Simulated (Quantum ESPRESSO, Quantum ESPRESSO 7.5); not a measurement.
# Bond lengths in LaB₆ from LDA, PBEsol and PBE compared with X-ray diffraction at 100 K

## Starting point

The reference is "Spatial distribution of electrons near the Fermi level in the metallic LaB6 through accurate X-ray charge density study" (2017, PubMed Central 5264647). Synchrotron powder diffraction at 100 K on a commercial powder, analysed by multipole refinement, gave three distances: the B–B bond joining neighbouring octahedra, the longer B–B bond within an octahedron, and the nearest La–B contact. They are lengths of bond paths traced in the refined density. For the bond between octahedra the path is essentially straight; within the octahedron it may be marginally longer than the line between the nuclei. The stated uncertainty is the authors' estimate in the last digit. X-rays also place boron beside lanthanum less surely than neutrons would, so the real doubt on the boron position may be larger than that estimate.

| compared with | measured | source's wording or label | T (K) | method |
| --- | --- | --- | --- | --- |
| B–B distance 1 (Å) | 1.657 ± 0.001 | 1.657 ± 0.001 A | 100 | synchrotron powder X-ray diffraction, multipole refinement |
| B–B distance 2 (Å) | 1.763 ± 0.001 | 1.763 ± 0.001 A | 100 | synchrotron powder X-ray diffraction, multipole refinement |
| La–B distance 1 (Å) | 3.049 ± 0.001 | 3.049 ± 0.001 A | 100 | synchrotron powder X-ray diffraction, multipole refinement |

## Choices

I want the cheapest level of theory that gives all three distances within 1 % of the measured ones. The two kinds of B–B bond differ by about 6 %, so this target keeps them well apart, and it is strict enough to expose the usual bond-length error of a poorly suited functional.

The model is the seven-atom cubic cell, nonmagnetic and metallic, with cell and atoms relaxed. Symmetry leaves two free numbers, the lattice constant and one boron coordinate, so the three distances are not independent tests. The starting diffraction structure has nearly the measured La–B distance, but its B–B bonds differ from the measured ones by almost 1 % in opposite directions; the boron coordinate therefore deserves as much attention as the cell.

The calculation is static. Zero-point motion of the light boron atoms should lengthen the real distances by roughly a few tenths of a per cent, with little thermal expansion added at 100 K. I begin with LDA at a low cutoff, then converge the settings before changing the functional.

System: LaB6 (lanthanum hexaboride), cubic CaB6-type; Pm-3m (No. 221), 7 atoms in the primitive cell; the database structure is a diffraction structure: a = 4.157 Å.

## 1. LDA at a low cutoff

LDA with ultrasoft potentials and a small basis is the lightest sensible start. I expect distances that are somewhat short, since LDA usually overbinds; whether the cutoff suffices for boron has to be tested afterwards.

**Run 1.** Quantum ESPRESSO 7.5: LDA, GBRV ultrasoft potentials, cell and atoms relaxed from the database structure, cutoff 29 Ry (density 232 Ry), 6x6x6 k mesh, Marzari-Vanderbilt smearing 0.14 eV.

Key lines of the input:
```
! potential files: GBRV ultrasoft potentials, made for LDA
&control
  calculation = 'vc-relax'
  etot_conv_thr = 1.0d-5
  nstep = 60
/
&system
  nat = 7
  ntyp = 2
  ecutwfc = 29
  ecutrho = 232
  nbnd = 23
  occupations = 'smearing'
  smearing = 'mv'
  degauss = 0.01029
/
&electrons
  conv_thr = 1.0d-8
  electron_maxstep = 100
  mixing_beta = 0.4
/
&ions
/
&cell
  press_conv_thr = 0.5
/
ATOMIC_SPECIES
  La 138.905 La.upf
  B 10.810 B.upf
[... cell and positions ...]
K_POINTS automatic
  6 6 6 0 0 0
```

Command:
```
OMP_NUM_THREADS=1 mpirun -n 4 pw.x -nk 4 -in relax.in > relax.out
```

Selected lines of the output:
```
          total   stress  (Ry/bohr**3)                   (kbar)     P=       -0.00
          total   stress  (Ry/bohr**3)                   (kbar)     P=       -4.97
CELL_PARAMETERS (angstrom)
   4.089355084   0.000000000   0.000000000
   0.000000000   0.000000000   4.089355084
ATOMIC_POSITIONS (crystal)
B                0.1995273590        0.5000000000        0.5000000000
```

Converged; 32 s on 4 cores of Arm Neoverse V1, shared host.

| quantity | run 1 | measured | deviation |
| --- | --- | --- | --- |
| B–B distance 1 (Å) | 1.632 | 1.657 ± 0.001 | −0.025 (−1.5 %) |
| B–B distance 2 (Å) | 1.738 | 1.763 ± 0.001 | −0.025 (−1.4 %) |
| La–B distance 1 (Å) | 3.005 | 3.049 ± 0.001 | −0.044 (−1.5 %) |
| a (Å) | 4.089 |  |  |

All three distances come out short by nearly the same fraction, about 1.5 %, so this level misses the target. The even contraction says that the cell is too small while the boron coordinate is about right: the ratio of the two B–B bonds is 0.939, against 0.940 measured and roughly 0.92 in the starting structure. The relaxation has thus moved the boron atoms away from the database positions and towards the proportions of the 100 K experiment.

The sign is the usual one for LDA, but the small basis is also under suspicion. When the basis was rebuilt for the final cell, the pressure changed from zero to about −5 kbar. That shows a stress that depends on the basis, without telling how far the lattice constant is off.

## 2. Cutoff and k mesh within LDA

Before LDA is blamed, the settings have to be cleared. I raise the cutoff in two steps at the same k mesh, and at the middle cutoff I also repeat the relaxation with a denser mesh, since this is a metal. These runs are still cheap. I expect the lattice constant to shift somewhat with the first step in cutoff and little after that, with LDA remaining short.

**Run 2.** Quantum ESPRESSO 7.5: LDA, GBRV ultrasoft potentials, cell and atoms relaxed from the database structure, cutoff 45 Ry (density 360 Ry), 6x6x6 k mesh, Marzari-Vanderbilt smearing 0.14 eV.

Key lines of the input, as changed from run 1:
```diff
  &system
-   ecutwfc = 29
-   ecutrho = 232
+   ecutwfc = 45
+   ecutrho = 360
```

Selected lines of the output:
```
CELL_PARAMETERS (angstrom)
   4.102368232   0.000000000   0.000000000
ATOMIC_POSITIONS (crystal)
B                0.1997810193        0.5000000000        0.5000000000
```

Converged; took 51 s.

**Run 3.** Quantum ESPRESSO 7.5: LDA, GBRV ultrasoft potentials, cell and atoms relaxed from the database structure, cutoff 61 Ry (density 488 Ry), 6x6x6 k mesh, Marzari-Vanderbilt smearing 0.14 eV.

Key lines of the input, as changed from run 1:
```diff
  &system
-   ecutwfc = 29
-   ecutrho = 232
+   ecutwfc = 61
+   ecutrho = 488
```

Command:
```
OMP_NUM_THREADS=1 mpirun -n 8 pw.x -nk 8 -in relax.in > relax.out
```

Selected lines of the output:
```
CELL_PARAMETERS (angstrom)
   4.101837041   0.000000000   0.000000000
```

Converged; 3.7 min on 8 cores of Intel Xeon at 2.50GHz (Skylake/Cascade Lake), shared host.

**Run 4.** Quantum ESPRESSO 7.5: LDA, GBRV ultrasoft potentials, cell and atoms relaxed from the database structure, cutoff 45 Ry (density 360 Ry), 8x8x8 k mesh, Marzari-Vanderbilt smearing 0.14 eV.

Key lines of the input, as changed from run 2:
```diff
  K_POINTS automatic
-   6 6 6 0 0 0
+   8 8 8 0 0 0
```

Selected lines of the output:
```
CELL_PARAMETERS (angstrom)
   4.102242296   0.000000000   0.000000000
```

Converged; 33 s on 8 cores of Arm Neoverse V2, shared host.

| quantity | run 2 | run 3 | run 4 | measured |
| --- | --- | --- | --- | --- |
| B–B distance 1 (Å) | 1.639 | 1.639 | 1.640 | 1.657 ± 0.001 |
| B–B distance 2 (Å) | 1.742 | 1.741 | 1.741 | 1.763 ± 0.001 |
| La–B distance 1 (Å) | 3.014 | 3.014 | 3.014 | 3.049 ± 0.001 |
| a (Å) | 4.102 | 4.102 | 4.102 |  |

Raising the cutoff from 29 to 45 Ry lengthens the lattice constant by 0.013 Å, so part of the first miss did come from the basis. The next step to 61 Ry changes it by only about 0.0005 Å, and the denser k mesh by still less. The B–B bonds move by about 0.001 Å at most in these two tests. For LDA with these potentials, 45 Ry and the 6×6×6 mesh are sufficient for a 1 % target.

What remains is a shortfall of slightly more than 1 % in all three distances. This is a narrow miss, but a consistent one, and neither the cutoff nor the mesh removes it.

## 3. Two gradient-corrected functionals

The next change is the functional, at the settings that served LDA. PBE and PBEsol cost about as much as each other and little more than LDA, so I run both. I expect both to lengthen the cell, PBE more than PBEsol, with the internal proportions hardly altered.

**Run 5.** Quantum ESPRESSO 7.5: PBEsol, GBRV ultrasoft potentials, cell and atoms relaxed from the database structure, cutoff 45 Ry (density 360 Ry), 6x6x6 k mesh, Marzari-Vanderbilt smearing 0.14 eV.

Key lines of the input, as changed from run 2:
```diff
- ! potential files: GBRV ultrasoft potentials, made for LDA
+ ! potential files: GBRV ultrasoft potentials, made for PBEsol
```

Selected lines of the output:
```
CELL_PARAMETERS (angstrom)
   4.131034295   0.000000000   0.000000000
ATOMIC_POSITIONS (crystal)
B                0.1995562670        0.5000000000        0.5000000000
```

Converged; 56 s on 4 cores of Arm Neoverse V1, shared host.

**Run 6.** Quantum ESPRESSO 7.5: PBE, GBRV ultrasoft potentials, cell and atoms relaxed from the database structure, cutoff 45 Ry (density 360 Ry), 6x6x6 k mesh, Marzari-Vanderbilt smearing 0.14 eV.

Key lines of the input, as changed from run 2:
```diff
- ! potential files: GBRV ultrasoft potentials, made for LDA
+ ! potential files: GBRV ultrasoft potentials, made for PBE
```

Selected lines of the output:
```
CELL_PARAMETERS (angstrom)
   4.152675667   0.000000000   0.000000000
ATOMIC_POSITIONS (crystal)
B                0.1997431820        0.5000000000        0.5000000000
```

Converged; 3.7 min on 8 cores of Intel Xeon at 2.50GHz (Skylake/Cascade Lake), shared host.

| quantity | run 5 | run 6 | measured |
| --- | --- | --- | --- |
| B–B distance 1 (Å) | 1.649 | 1.659 | 1.657 ± 0.001 |
| B–B distance 2 (Å) | 1.755 | 1.763 | 1.763 ± 0.001 |
| La–B distance 1 (Å) | 3.035 | 3.051 | 3.049 ± 0.001 |
| a (Å) | 4.131 | 4.153 |  |

Both functionals bring all three distances inside the target. PBEsol is short by about 0.5 % throughout, while PBE agrees to about 0.1 %. The boron coordinate hardly differs from its LDA value, so the improvement comes almost entirely from the larger cell.

The closer agreement of PBE does not make it the better description. These are static distances, and the zero-point allowance of a few tenths of a per cent would lengthen both sets, bringing PBEsol nearer to experiment and leaving PBE slightly too long. Either is accurate enough for the target. The PBE run used far more core time than the PBEsol run, but on a different, shared machine, where the LDA relaxation of run 3 was about as slow. The times therefore give no reason to rank the two functionals by cost.

## 4. Checks of both passing levels

The cutoff and mesh tests were made with LDA and do not automatically carry over. I therefore repeat PBE with the SSSP files at a higher cutoff, and PBEsol with norm-conserving PseudoDojo potentials at a much higher one. The first may amount to a cutoff test alone if the library's files are the same as those already used; the second also changes the type of potential. I expect shifts well below the 0.5 % by which PBEsol clears the limit.

**Run 7.** Quantum ESPRESSO 7.5: PBE, SSSP efficiency potentials, cell and atoms relaxed from the database structure, cutoff 65 Ry (density 520 Ry), 6x6x6 k mesh, Marzari-Vanderbilt smearing 0.14 eV.

Key lines of the input, as changed from run 1:
```diff
- ! potential files: GBRV ultrasoft potentials, made for LDA
+ ! potential files: SSSP efficiency potentials, made for PBE
  &system
-   ecutwfc = 29
-   ecutrho = 232
+   ecutwfc = 65
+   ecutrho = 520
```

Selected lines of the output:
```
CELL_PARAMETERS (angstrom)
   4.153034158   0.000000000   0.000000000
```

Converged; 74 s on 8 cores of Arm Neoverse V2, shared host.

**Run 8.** Quantum ESPRESSO 7.5: PBEsol, PseudoDojo norm-conserving potentials, cell and atoms relaxed from the database structure, cutoff 110 Ry, 6x6x6 k mesh, Marzari-Vanderbilt smearing 0.14 eV.

Key lines of the input, as changed from run 1:
```diff
- ! potential files: GBRV ultrasoft potentials, made for LDA
+ ! potential files: PseudoDojo norm-conserving potentials, made for PBEsol
  &system
-   ecutwfc = 29
-   ecutrho = 232
+   ecutwfc = 110
```

Selected lines of the output:
```
CELL_PARAMETERS (angstrom)
   4.132489912   0.000000000   0.000000000
```

Converged; took 79 s.

| quantity | run 7 | run 8 | measured |
| --- | --- | --- | --- |
| B–B distance 1 (Å) | 1.659 | 1.649 | 1.657 ± 0.001 |
| B–B distance 2 (Å) | 1.763 | 1.756 | 1.763 ± 0.001 |
| La–B distance 1 (Å) | 3.052 | 3.036 | 3.049 ± 0.001 |
| a (Å) | 4.153 | 4.132 |  |

The checks leave both results in place. With the SSSP files and the higher cutoff, the PBE lattice constant changes by about 0.0004 Å, which is negligible for this target. With norm-conserving potentials, the PBEsol lattice constant grows by about 0.0015 Å. No distance moves by more than about 0.001 Å in either comparison, far less than the margin to the 1 % limit.

The k mesh was tested only with LDA. Its effect there was so small, and the electronic structure is so similar, that I do not expect it to matter for the two gradient-corrected functionals. Both meet the target, and a dearer functional is not needed for these distances.

## Table of results

| run | settings | B–B distance 1 (Å) | B–B distance 2 (Å) | La–B distance 1 (Å) | mean abs. dev. (%) | cost |
| --- | --- | --- | --- | --- | --- | --- |
| 1 | LDA, cutoff 29 Ry | 1.632 | 1.738 | 3.005 | 1.5 | 2.1 core-min |
| 2 | LDA, GBRV ultrasoft potentials, cutoff 45 Ry (density 360 Ry), 6x6x6 k mesh | 1.639 | 1.742 | 3.014 | 1.1 | 3.4 core-min |
| 3 | LDA, cutoff 61 Ry | 1.639 | 1.741 | 3.014 | 1.2 | 30 core-min |
| 4 | LDA, 8x8x8 mesh | 1.640 | 1.741 | 3.014 | 1.1 | 4.4 core-min |
| 5 | PBEsol, GBRV ultrasoft potentials, cutoff 45 Ry (density 360 Ry), 6x6x6 k mesh | 1.649 | 1.755 | 3.035 | 0.5 | 3.7 core-min |
| 6 | PBE, GBRV ultrasoft potentials, cutoff 45 Ry (density 360 Ry), 6x6x6 k mesh | 1.659 | 1.763 | 3.051 | 0.1 | 29 core-min |
| 7 | PBE, SSSP efficiency, cutoff 65 Ry | 1.659 | 1.763 | 3.052 | 0.1 | 9.8 core-min |
| 8 | PBEsol, PseudoDojo, cutoff 110 Ry | 1.649 | 1.756 | 3.036 | 0.4 | 11 core-min |
|  | measured | 1.657 ± 0.001 | 1.763 ± 0.001 | 3.049 ± 0.001 |  |  |

## Judgement

PBE and PBEsol both meet the 1 % target for all three distances, PBE to about 0.1 % and PBEsol to about 0.5 %. Ultrasoft potentials at 45 Ry with a 6×6×6 mesh are enough, and the PBEsol relaxation took under four core-minutes. On the same machine the two functionals should cost about the same, so they share the place of cheapest sufficient level among those tried. LDA misses narrowly, slightly more than 1 % short; the margin is too thin to rank it on, since zero-point expansion could bring it inside the limit.

The decisive step was the change of functional, which enlarged the cell and left the boron coordinate almost alone. Raising the cutoff from 29 Ry also mattered, because the small basis had shortened the LDA lattice constant by a further 0.013 Å. The higher cutoff and denser mesh in LDA only confirmed the settings. Separate checks at higher cutoffs, for PBEsol also with another type of potential, upheld both passing results; the mesh was not tested for either functional.

The near-exact PBE figures should not be read as that functional's true error. Zero-point motion, absent here, should lengthen the distances by a few tenths of a per cent. That would take PBE slightly too long and remove much of the PBEsol shortfall. This is an argument from theory, not a result of these runs, and it leaves the order of the two functionals open.

The three agreements amount to two independent tests, of cell size and boron position. The second is limited by how well X-rays locate boron beside lanthanum. A slight lanthanum deficiency in the sample could also matter at the level of the remaining differences, but its effect was not examined.

[Logs are printed without paths, hosts, clocks, repeated set-up lines and the standing remarks that a program may print on its own settings, such as how far it seeks lower states.]

[The runs shown are a pick from a larger set of finished runs; failed, doubtful and other runs were left out of it ahead of writing. So were measured values far from every level or from commonly accepted values, and agreement can look better than it is. Lines of input and output are excerpts and may be shortened.]
